Long-range tail of the Wichmann-Kroll potential

Conventions

Units are ħ = c = 1 with Heaviside-Lorentz fields, so e² = 4πα, e > 0, and the electron has charge −e and mass m. Lengths are counted in ƛ = ħ/mc = 3.8616×10⁻⁴ nm and energies in mc² = 510999 eV. The nucleus is a static spherical charge Ze of radius much smaller than ƛ. V = −eφ is the potential energy of an electron. The part of the one-loop vacuum polarisation linear in Zα is the Uehling term, and the parts of third and higher order in Zα form the Wichmann-Kroll term.

Statement

For mr ≫ 1,

V(r) = −(Zα/r) [1 − (2α/225π)(Zα)²/(mr)⁴],   (1)

that is, the Coulomb energy is corrected by

δV(r) = +(2α/225π)(Zα)³/(m⁴r⁵).   (2)

(a) The correction is repulsive for an electron.
(b) The induced charge inside a sphere of radius r is Q(r) = −Ze(2α/45π)(Zα)²/(mr)⁴. The net induced charge is zero, and the density in the tail has the sign of the nucleus and falls as r⁻⁷.
(c) The Uehling term decays as exp(−2mr)/r^(5/2), so (2) dominates the vacuum polarisation at large r.
(d) The first omitted terms are of relative order 1/(mr)² and α/π. Higher orders in Zα enter only at relative order (Zα)²/(mr)⁴.

Premises

P1. The vacuum is the filled negative-energy continuum of the Dirac equation in a classical external field, without photon exchange inside the loop (one-loop order).
P2. The effective Lagrangian is gauge invariant, Lorentz invariant and even under parity and charge conjugation. Where the field is weak, eE ≪ m², and varies slowly over ƛ, it has a local expansion in the field and its gradients.
P3. The nucleus is subcritical: no bound level reaches the negative continuum as Z is raised from zero. This holds for Z ≤ 83.
P4. The electron is a test charge, and its energy shift is taken to first order in δV.
Two closed formulas from the literature, (10) and (11), and one two-loop factor are quoted without proof. They serve for part (c) and for the size of omitted terms. Equation (2) does not depend on them.

Step 1. Vacuum energy in a constant magnetic field

Squaring the Dirac Hamiltonian in a field B along z gives ε² = m² + p² + eB(2k + 1 − σ), where p is the momentum along z, k = 0, 1, 2, … labels the oscillator levels of the transverse motion and σ = ±1 is the spin term. With n = k + (1 − σ)/2 this is ε² = m² + p² + 2eBn, and the level n occurs g₀ = 1 times for n = 0 and gₙ = 2 times otherwise. Each level holds eB/2π states per unit transverse area. The filled negative branch has energy density U, and for a static magnetic field the correction to the Lagrangian density is L₁ = −U:

L₁ = (eB/2π) Σₙ gₙ ∫ (dp/2π) √(m² + p² + 2eBn).   (3)

The sum diverges and is defined by adding heavy regulator masses Mᵢ with weights cᵢ, where the electron itself is the member i = 0 with c₀ = 1, M₀ = m, and Σcᵢ = 0, ΣcᵢMᵢ² = 0. The square root has the representation

√A = −(1/2√π) ∫₀^∞ ds s^(−3/2) (exp(−sA) − 1),

which follows from one integration by parts and Γ(1/2) = √π. The constant −1 drops out state by state because Σcᵢ = 0. The momentum integral is Gaussian, ∫dp exp(−sp²) = √(π/s), and the level sum is geometric, 1 + 2Σₙ₌₁ exp(−2eBns) = coth(eBs). Collecting the factors (eB/4π²)(−1/2√π)√π gives

L₁ = −(1/8π²) ∫₀^∞ (ds/s³) Σᵢ cᵢ exp(−Mᵢ²s) (eBs) coth(eBs).

The expansion y coth y = 1 + y²/3 − y⁴/45 + 2y⁶/945 − … separates three kinds of term. The 1 is independent of the field and is dropped. The term y²/3 is a multiple of B², logarithmic in the regulator masses, which rescales the Maxwell Lagrangian. It is absorbed in the definitions of the physical charge and field, with eB unchanged. The remaining terms converge at s = 0, and the regulators contribute only inverse powers of Mᵢ to them, which vanish as Mᵢ → ∞. The result is the Euler-Heisenberg Lagrangian (1936) for a magnetic field,

L₁ = −(1/8π²) ∫₀^∞ (ds/s³) exp(−m²s) [eBs coth(eBs) − 1 − (eBs)²/3].   (4)

With ∫ s exp(−m²s) ds = 1/m⁴ and ∫ s³ exp(−m²s) ds = 6/m⁸, the weak-field series is

L₁ = (eB)⁴/(360π²m⁴) − (eB)⁶/(630π²m⁸) + …   (5)

Step 2. Passage to an electric field

By P2 the gradient-free Lagrangian depends only on the invariants B² − E² and (E·B)². A pure magnetic field and a pure electric field both have E·B = 0, so each term of the series is a power of B² − E², and (5) carries over by B² → −E². The quartic term keeps its sign and the sextic term reverses it. With the Maxwell part,

L(E) = E²/2 + (eE)⁴/(360π²m⁴) + (eE)⁶/(630π²m⁸) + …   (6)

The quartic term equals 2α²E⁴/45m⁴. The continuation of (4) also has an imaginary part of order exp(−πm²/eE), which vanishes to all orders of the series and plays no role for eE ≪ m².

Step 3. Which terms can give a power law

Charge conjugation allows only even numbers N of fields. A term with N fields and 2j additional gradients carries the factor e^N/m^(2N−4+2j) by dimensions. Varying it with respect to φ leaves N − 1 Coulomb fields, each with eE = Zα/r², and the resulting energy scales as

δV ∼ α(Zα)^(N−1) / (m^(2N−4+2j) r^(2N−3+2j)).   (7)

For N = 2 the induced density is linear in φ and, by rotational invariance, a series in ∇² acting on ∇²φ. It vanishes outside the nucleus, and the absorbed B² term was its only piece that could change the 1/r coefficient. Bilinear terms therefore give no power law. The slowest term left is N = 4, j = 0, which goes as r⁻⁵. It is followed by N = 4, j = 1 (r⁻⁷), and then by N = 4, j = 2 and N = 6, j = 0 (both r⁻⁹). The gradient-free quartic term of (6) thus fixes the leading tail exactly at one-loop order.

Step 4. Field equation and the total charge

With E = −∇φ, stationarity of ∫d³r L(E) with respect to φ in the region outside the nucleus gives ∇·D = 0, where D is parallel to E and

D = dL/dE = E [1 + (2α/45π)(eE/m²)² + (4α/105π)(eE/m²)⁴ + …].   (8)

The coefficients follow from 4e²/360π² = 2α/45π and 6e²/630π² = 4α/105π. Spherical symmetry makes r²D constant throughout the region mr ≫ 1. The local expansion says nothing about mr ≲ 1, so the constant has to be found at infinity. There D → E, and 4πr²E tends to the total charge, nuclear plus induced. Let the nuclear charge be raised slowly from zero to Ze. The electron current is conserved, the vacuum starts neutral, by P3 no level leaves or joins the filled continuum, and the mass gap keeps the induced current from carrying charge to infinity. The vacuum therefore stays neutral, and the total charge is the physical Ze. Hence

D = Ze/4πr²,   eD = Zα/r².

Step 5. The potential

Equation (8) has the form D = E + k₃E³ + k₅E⁵, where k₃ and k₅ are of first order in α/π at fixed eE. To that order E = D − k₃D³ − k₅D⁵, as substitution confirms. The iteration term 3k₃²D⁵ is of second order and is dropped. Then

eE = (Zα/r²) [1 − (2α/45π)(Zα)²/(mr)⁴ − (4α/105π)(Zα)⁴/(mr)⁸].

The potential vanishing at infinity is φ(r) = ∫ᵣ^∞ E dr′. With ∫ᵣ^∞ r′⁻⁶ dr′ = 1/5r⁵ and ∫ᵣ^∞ r′⁻¹⁰ dr′ = 1/9r⁹,

V(r) = −Zα/r + (2α/225π)(Zα)³/(m⁴r⁵) + (4α/945π)(Zα)⁵/(m⁸r⁹).   (9)

The first two terms are (1). The sign proves (a): the vacuum has a permittivity D/E above one where the field is strong, so E is reduced at fixed D and the attraction is weakened. The last term of (9) is the leading tail of fifth order in Zα. Relative to (2) it is (10/21)(Zα)²/(mr)⁴, so the expansion in Zα converges fast in the tail even when Zα is not small.

Step 6. Induced charge

Gauss's law for E counts all charge, so Ze + Q(r) = 4πr²E, which gives

Q(r) = −Ze(2α/45π)(Zα)²/(mr)⁴,
ρ(r) = Q′(r)/4πr² = +(Ze/4π)(8α/45π)(Zα)²/(m⁴r⁷).

Q(r) is negative and rises to zero as r⁻⁴. The shell outside r holds the positive charge −Q(r), which is balanced exactly by negative charge further in. An electron at r sees only the inner, negative part, and this is the repulsion once more. The vanishing of the net charge is the conservation argument of Step 4, and the tail shows how it is approached. This proves (b).

Step 7. Comparison with the Uehling term

The Uehling potential (1935) of a point charge is

V_U(r) = −(2α/3π)(Zα/r) χ(mr),   χ(x) = ∫₁^∞ dt exp(−2xt)(1 + 1/2t²) √(t² − 1)/t².   (10)

It is a sum of Yukawa terms with masses 2mt ≥ 2m, the lower limit being the pair threshold. For large x only t = 1 + u with small u matters, where the weight tends to (3/2)√(2u). With ∫ √u exp(−2xu) du = (√π/2)/(2x)^(3/2),

χ(x) → (3√π/8) exp(−2x)/x^(3/2),   V_U → −(α/4√π)(Zα/r) exp(−2mr)/(mr)^(3/2).

The ratio |V_U|/δV then falls as (mr)^(5/2) exp(−2mr), which proves (c). In third order the heavy loop joins three long-range Coulomb fields at the distant point itself, and nothing massive has to propagate from the nucleus. Equating (10) with (2) gives x⁴χ(x) = (Zα)²/75, whose outer root for Z = 83 is x ≈ 4, or about 0.0015 nm. Only one figure is meaningful, because the corrections of Step 8 are large at that radius.

Step 8. Size of the gradient terms

The complete third-order potential of a point nucleus, derived from the work of Wichmann and Kroll (1956), has in the form given by Blomqvist (1972) the Laplace representation

V₃(r) = (α(Zα)³/πr) ∫₀^∞ dt t⁻⁴ exp(−2mrt) G(t),   G(t) = ∫₀^t dx √(t² − x²) f(x) for t < 1,   (11)

f(x) = −2x Li₂(x²) − x a² + (1 − x²)ab/x² + (1 − x²)b²/4x + (2 − x²)a/[x(1 − x²)] + (3 − 2x²)b/(1 − x²) − 3x,

with a = ln(1 − x²), b = ln[(1 + x)/(1 − x)] and Li₂(y) = Σ yᵏ/k². The range t > 1 contributes only terms of order exp(−2mr). Expanding the logarithms, the powers x and x³ cancel and

f(x) = (14/45)x⁵ + (59/126)x⁷ + (7249/12600)x⁹ + …

A power xᵏ gives t^(k+2) ∫₀¹ uᵏ√(1 − u²) du in G, with integrals 8/105, 16/315 and 128/3465 for k = 5, 7, 9. The t integrals are (k − 2)!/(2mr)^(k−1), with numerical factors 3/8, 15/8 and 315/16. The products are 1/35, 2/21 and 8/11, so that

V₃(r) = (α(Zα)³/πr) [(2/225)/(mr)⁴ + (59/1323)/(mr)⁶ + (659/1575)/(mr)⁸ + …].   (12)

The powers are those of (7), and relative to (2) the series reads 1 + 5.017/(mr)² + 47.07/(mr)⁴ + … It is asymptotic. At mr = 4 the two corrections are 0.31 and 0.18, and at mr = 10 they are 0.050 and 0.0047. Photon exchange inside the loop, excluded by P1, multiplies the quartic coefficient of (6) by 1 + 40α/9π, a quoted two-loop result, which adds 1.03 per cent to (2). This completes (d).

Level shift of a circular state

For the Dirac state with κ = −n and no radial node, let G₁ and F₁ be r times the large and small radial functions. They obey

G₁′ + κG₁/r = (ε + m + Zα/r)F₁,   F₁′ − κF₁/r = −(ε − m + Zα/r)G₁.

The trial form G₁ = r^γ exp(−βmr), F₁ = ηG₁ gives four conditions from the 1/r and constant terms: γ − n = ηZα, η(γ + n) = −Zα, −βm = η(ε + m) and ηβm = ε − m. The first pair yields γ² = n² − (Zα)² and η² = (n − γ)/(n + γ). The second pair yields η² = (m − ε)/(m + ε) and β²m² = m² − ε². Hence ε = mγ/n and β = Zα/n. Both components share one radial shape, the radial density is proportional to r^(2γ) exp(−2βmr), and

⟨r⁻ᵖ⟩ = (2βm)ᵖ Γ(2γ + 1 − p)/Γ(2γ + 1),   p < 2γ + 1.   (13)

The Schrödinger state with l = n − 1 is the case γ → n. By P4 the shift from the tail is

ΔE = (2α/225π)(Zα)³ m (2Zα/n)⁵ / [2γ(2γ − 1)(2γ − 2)(2γ − 3)(2γ − 4)].   (14)

The Uehling shift follows from ⟨exp(−2mrt)/r⟩ = (βm/γ)[β/(β + t)]^(2γ), a Gamma-function integral of the same type:

ΔE_U = −(2α/3π) Zα m (β/γ) [β/(1 + β)]^(2γ) I,   I = ∫₁^∞ dt [(1 + β)/(t + β)]^(2γ) (1 + 1/2t²) √(t² − 1)/t².   (15)

Range of validity

1. Distance. Equation (1) needs mr ≫ 1. By (12) it holds to about 5 per cent at r = 10ƛ and improves as r⁻². Below about 4ƛ it fails, and for mr ≲ 1 the full Wichmann-Kroll potential bears no resemblance to r⁻⁵.
2. Field strength. The condition eE/m² = Zα/(mr)² ≪ 1 is weaker than the first for every Z ≤ 83.
3. States. Any Dirac density starts as r^(2γ) with γ = √(κ² − (Zα)²), so ⟨r⁻⁵⟩ exists only for γ > 2, that is |κ| ≥ 3 for these elements. In Schrödinger theory the condition is l ≥ 2. What decides the use of (2) is where the weight of the integrand lies, since the true potential cuts off the r⁻⁵ law at mr ~ 1. For small Zα the large component goes as r^(l+1) in the range 1 ≪ mr ≪ 1/Zα. For s states the integrand then goes as r⁻³, and the shift comes from mr ≲ 1 and cannot be had from the tail. For p states it goes as 1/r, so the tail region gives the leading term, of order α(Zα)⁸ ln(1/Zα) m, and only the constant under the logarithm comes from mr ≲ 1. For d₃/₂ (κ = +2) the radial equations above, which hold for any κ, give F₁ ≈ 5Ar²/2m for G₁ ≈ Ar³. At small Zα the divergence thus stems from the small component and is logarithmic. For 3d₃/₂ the large component contributes A² ∫ r exp(−2mZαr/3) dr = 9A²/(2mZα)² to ⟨r⁻⁵⟩, so the relative weight of the logarithm is (25/9)(Zα)² ln(1/Zα) ≈ 2.8(Zα)² ln(1/Zα), or 7×10⁻⁴ in hydrogen. The r⁻⁷ term of (12) adds a logarithm of the same order, 2.2(Zα)² ln(1/Zα), for both 3d levels. For light and medium Z the shift of d₃/₂, like that of d₅/₂, therefore comes from r ~ 1/(mZα) ≫ ƛ and is given to leading order by (2) with the Schrödinger l = 2 value of ⟨r⁻⁵⟩. The inner region competes only when Zα is not small. Convergence alone is not sufficient either: for a circular state the weight r^(2γ−5) exp(−2βmr) has to lie at mr ≫ 1.
4. Nucleus. The local expansion involves only the field outside the nucleus, so the power-law terms do not depend on the radius of a spherical nucleus. Nuclear magnetic and quadrupole moments add anisotropic terms of higher power in 1/r, which are not treated.
5. Screening. If other electrons form a smooth spherical cloud treated as classical charge, eD = Z(r)α/r² with Z(r)e the enclosed charge, and Step 5 gives δV(r) = (2α/45πm⁴) ∫ᵣ^∞ [Z(r′)α]³ r′⁻⁶ dr′. The tail is governed by the cube of the screened charge. For Z(r) = 1 at r = 0.1 nm it is 3.5×10⁻¹⁸ eV. In molecules and solids the tail is therefore irrelevant at bonding distances, and the vacuum polarisation that reaches valence levels comes from orbitals penetrating to the nucleus.
6. Test charge. Terms quadratic in the field of the electron itself belong to the self-energy and are outside (1).

Illustration: hydrogen-like bismuth, 5g

The model is Bi⁸²⁺ with a fixed spherical nucleus, Z = 83, in the state 5g₉/₂ (n = 5, κ = −5). Then Zα = 0.60568, (Zα)² = 0.36685, (Zα)³ = 0.22219 and 2α/225π = 2.0647×10⁻⁵. The bracket in (1) is 1 − 7.574×10⁻⁶ (ƛ/r)⁴, and

δV(r) = 2.344 eV × (ƛ/r)⁵.

The orbital parameters are γ = 4.96318, β = 0.12114 and 2β = 0.24227, with binding energy m(1 − γ/5) = 3763 eV. The mean radius is (2γ + 1)/2β = 45.1ƛ = 0.0174 nm. The weight in ⟨r⁻⁵⟩ peaks at (2γ − 5)/2β = 20.3ƛ = 0.00785 nm, where eE/m² = 1.5×10⁻³. The fraction of ⟨r⁻⁵⟩ that comes from r < 5ƛ is the regularised incomplete Gamma function P(2γ − 4, 10β) = 0.0018. The conditions above are met.

With (2β)⁵ = 8.347×10⁻⁴ and the five-factor denominator of (14):

Schrödinger 5g: denominator 30240, ⟨(ƛ/r)⁵⟩ = 2.760×10⁻⁸, ΔE = +6.47×10⁻⁸ eV.
Dirac 5g₉/₂: denominator 28829, ⟨(ƛ/r)⁵⟩ = 2.895×10⁻⁸, ΔE = +6.79×10⁻⁸ eV.

The relativistic contraction raises the shift by the factor 1.049. The Dirac value holds for j = 9/2 only, since 5g₇/₂ has κ = +4 and a different radial form.

The omitted terms follow from (13). The ratios ⟨r⁻⁷⟩/m²⟨r⁻⁵⟩ = (2β)²/[(2γ − 5)(2γ − 6)] = 3.035×10⁻³ and ⟨r⁻⁹⟩/m⁴⟨r⁻⁵⟩ = 3.160×10⁻⁵ give these relative corrections:

r⁻⁷ gradient term of (12): +1.52 per cent.
r⁻⁹ gradient term of (12): +0.15 per cent.
Fifth-order term of (9): +5.5×10⁻⁶.
Two-loop factor: +1.03 per cent.
Reduced mass, five times m/M with M ≈ 209 u: −1.3×10⁻⁵.

The r⁻¹¹ term of (12) cannot be averaged, because 2γ + 1 = 10.93 is below 11. The series ends there, and what remains comes from the inner few ƛ, whose weight is indicated by the fraction 0.0018. The gradient terms bring the one-loop value to 6.90×10⁻⁸ eV, and the two-loop factor brings it to 7.0×10⁻⁸ eV. Equation (14) alone supports two figures at most, 6.8×10⁻⁸ eV, and lies 2.7 per cent low.

For the Uehling shift, (2α/3π)Zα m β/γ = 11.70 eV, [β/(1 + β)]^(2γ) = 2.55×10⁻¹⁰ and numerical quadrature gives I = 0.0594, so ΔE_U = −1.77×10⁻¹⁰ eV. The tail exceeds it by a factor 3.8×10², and the one-loop vacuum polarisation of this level is positive, opposite in sign to that of s levels, where the attractive Uehling term prevails.

The shift is a minute part of the radiative corrections to the level. The anomalous magnetic moment α/2π adds the spin-orbit term (α/2π)(Zα/m²r³) L·S. With L·S = l/2 and the nonrelativistic ⟨r⁻³⟩ = (mZα)³/[n³ l(l + 1/2)(l + 1)], it gives (α/π)(Zα)⁴m/(125 × 90) = 0.014 eV. The nonrelativistic dipole width for 5g → 4f is (4/3)αω³(4/9)|⟨4f|r|5g⟩|², and with ω = 2109 eV and the radial integral 17.72 a₀/Z it equals 0.13 eV. The model's tail shift of 6.8×10⁻⁸ eV, or 7.9×10⁻⁴ K in temperature units, leads the vacuum polarisation of the 5g₉/₂ level but lies five orders of magnitude below the anomalous-moment term and six below the natural width.